## The question

The band gap of a crystal is the distance between two energy levels, the highest filled and the lowest empty one. Why should it depend on how many other electron waves the calculation includes? In the GaN table below, only the coarsest in-plane mesh gives a visibly different PBE gap.

Kohn–Sham gap of GaN (space group P6_3mc, 4 atoms per cell, same geometry in every row) between the highest filled and lowest empty levels on each k mesh. Ansatz 0.2.0, PBE with PAW potentials, cutoffs of 420 eV for the waves and 1680 eV for the density. The meshes are unshifted, occupations are fixed and the runs are not spin-polarized.

```
k mesh  gap on mesh (eV)
 4x4x3           1.95400
 6x6x2           1.96400
 6x6x3           1.96300
 6x6x4           1.96300
 8x8x4           1.96400
```

A mesh such as 6x6x3 divides reciprocal space into six steps along each of two in-plane directions and three along the hexagonal axis $c$. The 4x4x3 gap is about 10 meV smaller than the rest. The other four agree to within about the last printed digit, too closely for the table alone to rank them. There are thus two things to explain: why the gap is so steady, and why 4x4x3 falls short.

## Both edges sit on a point that is always there

Each of these meshes starts at $\Gamma$, the wave that repeats identically from cell to cell. The orbital levels of the 6x6x2 run show that the highest filled and the lowest empty level both lie there. That mesh also contains the usual high-symmetry points on the faces of the zone, and none of them offers a closer pair. A gap read from a mesh can miss an edge that lies between its points, but the denser 8x8x4 mesh shows no sign of one. It adds many levels and no noticeably closer pair. The meshes 4x4x3 and 6x6x3 miss some of the high-symmetry points, though the run records hold no warning of it: an odd division along $c$ skips the top face of the zone. For the gap this is harmless, because neither edge lies there.

Striking $\Gamma$ from the 6x6x2 list shows what this is worth. The remaining levels would give a gap of 3.72 eV instead of 1.96 eV. A mesh shifted off $\Gamma$ would make an error of the same kind, smaller if its nearest point lay closer. The cost of missing an edge depends on how far away the nearest mesh point lies and how steeply the bands leave the edge. Here most of it comes from the lowest empty band, which rises steeply away from $\Gamma$.

## How the mesh still reaches the gap

The mesh has a second, weaker route to the gap. The electron density is an average over all mesh points, the density determines the potential, and the potential shifts the levels at $\Gamma$. A coarse mesh thus computes the right two levels in a slightly wrong potential.

The rows 4x4x3 and 6x6x3 isolate this route, because only the in-plane division differs. On going to the finer mesh the highest filled level falls by 23 meV and the lowest empty one by 14 meV. The filled level moves further, so the gap opens by about 9 meV.

## A chain that shows the direction

A simple chain suggests why the coarse mesh makes the gap too small. Let atoms with one p orbital at energy $-\Delta$ alternate with atoms with one s orbital at $+\Delta$. A p orbital has lobes of opposite sign, so its couplings $t$ to the left and right neighbours have opposite signs. For wave number $k$ and cell length $a$ the bands are

$$E_\pm(k)=\pm\sqrt{\Delta^2+4t^2\sin^2(ka/2)} .$$

At $k=0$ the two couplings cancel. The gap there is $2\Delta$ for any number of mesh points, and the filled state lies wholly on the p atom. Elsewhere it spreads partly onto the s atom. A coarse mesh that contains $k=0$ gives this special state too much weight and so puts too much charge on the p atom. The excess dies away roughly exponentially as points are added.

If electrons on the same atom repel each other, the excess charge raises the p level and narrows the gap. In GaN, nitrogen 2p orbitals form the filled edge, while the empty edge is s-like. The weight of $\Gamma$ is 2.1% in 4x4x3 and 0.9% in 6x6x3, so a similar argument may apply. It is looser there than in the chain, because gallium p and d orbitals can still mix into the filled edge at $\Gamma$.

The energy terms fit this picture only in part. With 4x4x3 the kinetic and Hartree terms are higher and the local attraction is stronger than with 6x6x3, as for a more compact charge. The exchange–correlation term, however, is slightly less negative, which runs against it. These terms also leave out the PAW corrections near the nuclei, which are listed separately. They do not show that extra charge sits on nitrogen, so that step remains an inference. In the chain the s level would also drop as charge left it, whereas in GaN both edges are higher on the coarse mesh. This contrast weighs little, because the zero of energy in a periodic crystal is a convention and only the distance between the levels is firm.

## An estimate from the density

Suppose that a coarser in-plane mesh changes the density by an amount $\lambda$ times a fixed pattern. To first order, the gap and the Hartree energy, which is the electrostatic repulsion within the density, then both change in proportion to $\lambda$. Their ratio should be the same for each in-plane refinement.

The step from 4x4x3 to 6x6x3 sets this ratio: the gap opens by 9.42 meV while the Hartree energy falls by $430.7-62.1=368.6$ meV per cell. From 6x6x4 to 8x8x4 the Hartree energy falls by 35.2 meV. The predicted opening is

$$9.42\ \text{meV}\times\frac{35.2}{368.6}=0.90\ \text{meV},$$

and the calculation gives about 0.9 meV. This second step did not enter the ratio.

That the mesh acts through the density is certain, since the atoms and the point $\Gamma$ stay fixed. The agreement is consistent with the added assumption of one pattern for in-plane changes, but does not prove it. The numbers also show how fast the error fades: the second refinement changes the gap about ten times less than the first. It is still a single test, on a change too small to read reliably from the rounded table. Nor can the pattern be exactly fixed in the orbitals, since the nonlocal energy term falls in the first refinement but rises slightly in the second. The output after this text gives the comparison for each mesh.

## The row that looks too good

The 6x6x2 mesh has only two divisions along $c$, yet its gap lies within 0.2 meV of the 8x8x4 value. The estimate fails here: it predicts a gap 0.7 meV below that value, while the computed one is 0.1 meV above. A change of mesh along $c$ evidently alters the density in a different pattern, so the in-plane ratio does not carry over. Nor does the weight of $\Gamma$ serve as a guide here: it is 1.4% in 6x6x2 and 0.7% in 6x6x4, yet 6x6x2 has the wider gap.

The close match is a cancellation. Going from 8x8x4 to 6x6x4 lowers the gap by 0.9 meV, and going on to 6x6x2 raises it by 1.0 meV. The total energy of 6x6x2 lies 1.2 meV per atom above that of 8x8x4, but that of 6x6x4 already lies 1.0 meV above it, so most of this difference comes with the in-plane division. For meshes as coarse as 4x4x3 and 6x6x2, the makers of the data allow an error of up to 40 meV per atom. That figure comes from their tests on other systems, not from these runs, where the two meshes lie about 16 and 1.2 meV per atom above 8x8x4. Whether two divisions along $c$ are enough for other properties, such as forces, would need its own test.

## What a denser mesh can and cannot improve

For this cell, each mesh with at least six in-plane divisions gives the gap to within 1.4 meV of 8x8x4. That row is the densest mesh here and not an exact limit, but the rapid fading suggests that little change remains.

The larger error lies elsewhere. The measured gap is roughly 3.4 eV, a recalled value, so PBE falls short by about 1.4 eV, more than a hundred times the error of the 4x4x3 mesh. Lattice vibrations are absent from the calculation, but they narrow the real gap and so cannot account for the shortfall. Nor can the cell: PBE finds it under compression, and letting it expand would be expected to narrow the gap further. The shortfall is the well-known underestimate of gaps by PBE, and it calls for a different level of theory.

The analysis program printed:

```
Differences from the 8x8x4 row:
    row  gap (meV)  total energy (meV per atom)  Hartree energy (meV per cell)  weight of Gamma (%)
  4x4x3     -10.77                        16.45                          430.7                2.083
  6x6x2      0.127                        1.172                          26.57                1.389
  6x6x3     -1.351                         1.76                           62.1               0.9259
  6x6x4     -0.921                        1.043                          35.22               0.6944
  8x8x4          0                            0                              0               0.3906
Shift of the top filled level from 4x4x3 to 6x6x3 (meV): -22.97
Shift of the lowest empty level from 4x4x3 to 6x6x3 (meV): -13.55
Gap change from 4x4x3 to 6x6x3 (meV): 9.421
Gap change from 6x6x4 to 8x8x4 (meV): 0.921
Predicted gap change from 6x6x4 to 8x8x4 by the Hartree scaling (meV): 0.9003
First in-plane gap change over the second: 10.23
First in-plane Hartree change over the second: 10.46
Gap change from 6x6x4 to 6x6x2 (meV): 1.048
Hartree scaling against the computed gap difference from 8x8x4:
    row  predicted (meV)  computed (meV)  miss (meV)
  4x4x3           -11.01          -10.77     -0.2363
  6x6x2          -0.6792           0.127     -0.8062
  6x6x3           -1.587          -1.351     -0.2363
  6x6x4          -0.9003          -0.921     0.02074
  8x8x4                0               0           0
Gap that the 6x6x2 list would give without Gamma (eV): 3.722
Error from leaving out Gamma in that list (eV): 1.758
Kinetic term of 4x4x3 less that of 6x6x3 (eV per cell): 0.2471
Local term of 4x4x3 less that of 6x6x3 (eV per cell): -0.4633
Rough recalled measured gap less the 8x8x4 gap (eV): 1.436
```
